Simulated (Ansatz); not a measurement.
The calculation used DFT PBE, scalar-relativistic, plane waves, PAW in Ansatz. All cells share a 420 eV cutoff and Γ-centred k meshes spaced at most about 0.3 Å⁻¹ (about 0.25 or finer for metals, 2π included). No spin polarisation in the final relaxations.

All energies are static (0 K, no zero-point motion).

Compare these two cells of Sn₃Te, each relaxed at this level.

A.

```xyz
4
Lattice="-3.1285 3.1285 3.1285 3.1285 -3.1285 3.1285 3.1285 3.1285 -3.1285" Properties=species:S:1:pos:R:3 pbc="T T T"
Sn    3.1285    0.0000    0.0000
Sn    0.0000    3.1285    0.0000
Sn    0.0000    0.0000    3.1285
Te    0.0000    0.0000    0.0000
```

B.

```xyz
4
Lattice="-2.2961 2.2961 5.5013 2.2961 -2.2961 5.5013 2.2961 2.2961 -5.5013" Properties=species:S:1:pos:R:3 pbc="T T T"
Sn    0.0000    2.2961    2.7506
Sn    2.2961    0.0000    2.7506
Sn    0.0000    0.0000    5.5013
Te    0.0000    0.0000    0.0000
```

Task: Which is lower in energy, and by how much?

Result: A is lower, by 133 meV/atom. A has space group Im-3m (No. 229), 30.6 Å³/atom and no gap on its mesh; B has the TiAl3 (D0_22) type, space group I4/mmm (No. 139), 29.0 Å³/atom and no gap. Counting Sn atoms around Te (those within 1.25 times the shortest such distance or 1.15 times the sum of covalent radii, 1.27 where that leaves under three; a plus sign parts nearer from farther groups), A has Te 6 and B has Te 4+8. The lower one is the more open, so pressure narrows the difference. In A, Sn is surrounded by 2 Te at 3.13 Å and 4 Sn at 3.13 Å; Te is surrounded by 6 Sn at 3.13 Å. In B, Sn on a site of symmetry -4m2 has 4 Sn at 3.25 Å, 4 Sn at 3.58 Å and 4 Te at 3.58 Å; Sn on a site of symmetry 4/mmm has 4 Te at 3.25 Å and 8 Sn at 3.58 Å; Te has 4 Sn at 3.25 Å and 8 Sn at 3.58 Å. Origin: A was invented; B is a Materials Project cell, relaxed.

These runs have no spin–orbit coupling, which can matter for Te. Cells relaxed within their symmetry can be saddle points.

The 133 meV/atom preference for A probably reflects directional p bonding. Its atoms together occupy a simple cubic lattice, so each has six neighbours at right angles, all at 3.13 Å, an arrangement that suits σ overlap of p orbitals and is familiar from rock-salt SnTe. B is an ordered, tetragonally stretched variant of close packing. Its additional neighbours come at the cost of longer contacts, 3.25 and 3.58 Å, which is why doubling the number of neighbours makes the cell only slightly denser. For elements with this many valence p electrons, a few short contacts usually bind better than many long ones.

The missing gap in A fits the same picture: with excess Sn, the p states hold fewer electrons per atom than in SnTe, and Sn–Sn contacts broaden the bands. The ordering of these two cells does not make Sn₃Te a stable compound; separation into SnTe and Sn, the phases known to coexist at this composition, is the relevant test.
